# Hubbard atom and spectral weight transfer in La$_{1-x}$Sr$_x$TiO$_3$

## Problem

LaTiO$_3$ is a Mott insulator with one electron in the Ti $t_{2g}$ shell, and each Sr removes one electron. The orthorhombic distortion pulls one $t_{2g}$ combination below the other two, which suggests a one-orbital Hubbard model as a first step. Assumed inputs, all of typical size for this oxide:

| quantity | value |
|---|---|
| intra-orbital repulsion $U$ | 5.0 eV |
| Hund coupling $J$ | 0.65 eV |
| hopping $t$ between lowest orbitals, $z=6$ neighbours | 0.10 eV |
| splitting $\Delta$ of the two higher orbitals from the lowest | 0.2 eV |
| full $t_{2g}$ bandwidth $W$ | 2.0 eV |

The doping is $x=0.10$, $T=0$, and the state is paramagnetic. Sr disorder is ignored.

1. Find $G_\sigma(\omega)$ and $\Sigma_\sigma(\omega)$ of one orbital at $t=0$.
2. Split the weight into removal, low-energy addition and upper Hubbard band (UHB).
3. Bound the correction of order $t/U$.
4. Repeat the count for the whole $t_{2g}$ shell.

**Conventions.** $\hbar=1$; $G$ is time ordered, with $+i\eta$ on addition poles and $-i\eta$ on removal poles, and $\eta$ is written only where it matters; $G^{-1}=\omega-\epsilon-\Sigma$; numbers are for $\epsilon=0$. Weights are states per Ti site.

## 1. Green's function and self-energy

For $H=\epsilon(\hat n_\uparrow+\hat n_\downarrow)+U\hat n_\uparrow\hat n_\downarrow$, split $c_\sigma=c_\sigma(1-\hat n_{\bar\sigma})+c_\sigma\hat n_{\bar\sigma}$, where $\bar\sigma$ is the opposite spin. Each piece is an eigenoperator of $H$:

$$[c_\sigma(1-\hat n_{\bar\sigma}),H]=\epsilon\,c_\sigma(1-\hat n_{\bar\sigma}),\qquad [c_\sigma\hat n_{\bar\sigma},H]=(\epsilon+U)\,c_\sigma\hat n_{\bar\sigma}.$$

Each therefore gives one pole. Its residue is the average anticommutator with $c^\dagger_\sigma$, that is $1-n$ and $n$, with $n=\langle\hat n_{\bar\sigma}\rangle$:

$$G_\sigma(\omega)=\frac{1-n}{\omega-\epsilon}+\frac{n}{\omega-\epsilon-U}=\frac{\omega-\epsilon-U(1-n)}{(\omega-\epsilon)(\omega-\epsilon-U)}.$$

Inverting the second form gives

$$\Sigma_\sigma(\omega)=Un+\frac{U^2n(1-n)}{\omega-\epsilon-U(1-n)}.$$

With $n=(1-x)/2=0.45$, $G$ has poles at 0 eV (weight 0.55) and 5.0 eV (weight 0.45). The Hartree term is $Un=2.25$ eV. $\Sigma$ has a pole at $U(1-n)=2.75$ eV, where $G$ vanishes, with residue $U^2n(1-n)=6.19$ eV$^2$.

As a test, $\Sigma(\epsilon)=0$, so $\omega=\epsilon$ solves $\omega-\epsilon-\Sigma=0$: the dynamical term cancels the whole Hartree shift there. The slope is $\partial_\omega\Sigma=-n/(1-n)=-0.818$, and $1/(1-\partial_\omega\Sigma)=0.55$ returns the weight of the lower pole.

## 2. The three weights

At $t=0$ the doped lattice has a degenerate ground manifold without double occupancy. Averaged over it, a site is empty with probability $p_0=x$ and holds spin $\sigma$ with $p_\sigma=(1-x)/2$. The chemical potential is pinned at $\epsilon$: grand-canonically this is the limit $T\to0$ at fixed $e^{(\mu-\epsilon)/k_BT}=p_\sigma/p_0=4.5$. The Lehmann sum separates the lower pole into a removal and an addition part:

$$G_\sigma=\frac{p_\sigma}{\omega-\epsilon-i\eta}+\frac{p_0}{\omega-\epsilon+i\eta}+\frac{p_{\bar\sigma}}{\omega-\epsilon-U+i\eta}.$$

The table sums this over spin and sets it beside a rigid-band picture, in which two bands each hold one state per site and doping only moves $\mu$.

| process | Hubbard atom | $x=0.10$ | rigid bands | $x=0.10$ |
|---|---|---|---|---|
| removal | $1-x$ | 0.90 | $1-x$ | 0.90 |
| low-energy addition | $2x$ | 0.20 | $x$ | 0.10 |
| upper band | $1-x$ | 0.90 | $1$ | 1.00 |

Both models sum to 2. An empty site accepts either spin at no cost in $U$, and it no longer offers a state at $\epsilon+U$. A weight $x=0.10$ thus moves down across 5.0 eV. A static self-energy that keeps translation and spin symmetry and is the same for all sites cannot do this: it leaves a single pole at $\epsilon+Un$.

## 3. Correction of order $t/U$

Add the hopping $T=-t\sum_{i,\delta,\sigma}c^\dagger_{i\sigma}c_{i+\delta,\sigma}=T_0+T_1+T_{-1}$, where $T_m$ changes the number $D$ of doubly occupied sites by $m$. To first order the eigenstates are $e^{-S}|\Phi\rangle$, with $S=(T_1-T_{-1})/U$ and $|\Phi\rangle$ of definite $D$. The ground state has $D=0$ and the UHB final states have $D=1$ (projector $P_1$), so

$$w_{\rm UHB}=\sum_\sigma\big\|P_1\big(c^\dagger_{i\sigma}+[S,c^\dagger_{i\sigma}]\big)|\Phi\rangle\big\|^2 .$$

The zeroth-order vector is $\hat n_{i\bar\sigma}c^\dagger_{i\sigma}|\Phi\rangle$, with its double occupancy on site $i$. The only first-order vector that overlaps it adds $\sigma$ to an empty site $i$ and lets $T_1$ hop a $\bar\sigma$ electron onto it. The overlap is $-(t/U)\sum_\delta\langle c^\dagger_{i\bar\sigma}c_{i+\delta,\bar\sigma}\rangle_\Phi$. Doubling it for the cross term and summing over spin gives

$$w_{\rm UHB}=1-x+\frac{2K}{U},\qquad w_{\rm low}=2x-\frac{2K}{U},$$

where $K=\langle T_0\rangle_\Phi$ per site and $K\le0$, because $|\Phi\rangle$ minimises the traceless $T_0$ at leading order. The removal weight stays $1-x$ exactly, since it counts electrons. Hopping therefore adds to the transfer. This type of sum rule goes back to Harris and Lange (1967).

**Bound.** At $D=0$ a hop from $j$ to $i$ maps states with $i$ empty onto states with $j$ empty and preserves their norm or annihilates them. The Cauchy-Schwarz inequality limits each of the $z$ terms to $tx$, so $|K|\le ztx=0.060$ eV and $2|K|/U\le0.024$.

**Exact test.** A dimer with one electron has $z=1$, $x=1/2$ and $K=-t/2$, which saturates the bound. Adding the parallel spin reaches only the triplet at $2\epsilon$. Adding the opposite spin to site 1 of the bonding state gives four components of weight $1/4$: the triplet, the covalent singlet, and the even and odd ionic states. The odd one lies at $2\epsilon+U$. The singlet and the even ionic state mix through $-2t$ with $\tan2\theta=4t/U$, and the upper mixture receives $(\cos\theta-\sin\theta)^2/4$. Hence

$$w_{\rm UHB}=\frac12-\frac{t}{\sqrt{U^2+16t^2}}=0.48006,$$

against $1/2-t/U=0.48000$ from the first-order formula.

On the lattice the next order is expected to be smaller by a factor of order $zt/U=0.12$, a few thousandths of a state, so two decimals are meaningful. The one-orbital model gives $w_{\rm low}$ between 0.20 and 0.22 and $w_{\rm UHB}$ between 0.88 and 0.90.

## 4. The $t_{2g}$ shell

With six spin-orbitals an empty site accepts an electron in six ways and a $d^1$ site in five: removal $1-x$, low-energy addition $6x$, upper bands $5(1-x)$, total 6.

For degenerate orbitals $a,b,c$ take the Kanamori interaction, with inter-orbital repulsion $U-2J$ and spin-flip and pair-hopping amplitudes $J$. Start from $a\!\uparrow$.

- Adding $b\!\uparrow$ or $c\!\uparrow$ gives a triplet at cost $U-3J$.
- Adding $b\!\downarrow$ or $c\!\downarrow$ gives half triplet and half singlet at $U-J$.
- Adding $a\!\downarrow$ enters the $3\times3$ pair block with $U$ on the diagonal and $J$ off it: $1/3$ goes to the symmetric state at $U+2J$ and $2/3$ to $U-J$.

The multiplets $\Gamma$ thus carry $g_\Gamma=3,\ 5/3,\ 1/3$ per $d^1$ site.

| process | energy (eV) | weight | $x=0.10$ |
|---|---|---|---|
| removal | 0 | $1-x$ | 0.90 |
| addition, $d^0\to d^1$ | 0 | $6x$ | 0.60 |
| $U-3J$ | 3.05 | $3(1-x)$ | 2.70 |
| $U-J$ | 4.35 | $\tfrac53(1-x)$ | 1.50 |
| $U+2J$ | 6.30 | $\tfrac13(1-x)$ | 0.30 |

The upper bands hold 4.50 states and have lost $5x=0.50$. Switching on $\Delta$ divides the 0.60 into $2x=0.20$ at $\epsilon$ and $4x=0.40$ near $\epsilon+0.2$ eV. The one-orbital $2x$ is thus the count for the lowest orbital only. Since $\Delta\ll W$, the two groups overlap once hopping broadens them.

The argument of part 3 carries over with one denominator $E_\Gamma$ per multiplet. By the spin and orbital rotation symmetry of the interaction the on-site factor is the same for every $d^1$ state, so

$$w_{\rm low}=6x+2|K|\sum_\Gamma\frac{g_\Gamma}{E_\Gamma},\qquad \sum_\Gamma\frac{g_\Gamma}{E_\Gamma}=\frac{3}{3.05\ \text{eV}}+\frac{5/3}{4.35\ \text{eV}}+\frac{1/3}{6.30\ \text{eV}}=1.42\ \text{eV}^{-1}.$$

The rough estimate $|K|\approx xW/2=0.10$ eV, which is no bound here, gives a correction of about 0.3 states. That is about half of the atomic 0.60, so second-order terms of order 0.1 must be expected.

## Result and limits

At $x=0.10$ the model's low-energy addition weight is 0.20 to 0.22 states per Ti for one isolated orbital. For the $t_{2g}$ shell it is 0.60 in the atomic limit and roughly 0.9 at first order in the hopping. These numbers belong to the model, not to the material.

The model also sits too deep in the insulator. If each Hubbard band is given the free bandwidth, the undoped gap is $U-2zt=3.8$ eV for one orbital and $U-3J-W\approx1$ eV for the shell. The optical gap of LaTiO$_3$ is typically quoted near 0.2 eV, so the two estimates are too large by factors of about 19 and 5. Close to the Mott transition the two sets of bands are barely separated and the strong-coupling series is poorly controlled. The atomic weights then show the mechanism and the orbital counting, and the first-order term shows that hopping increases the transfer.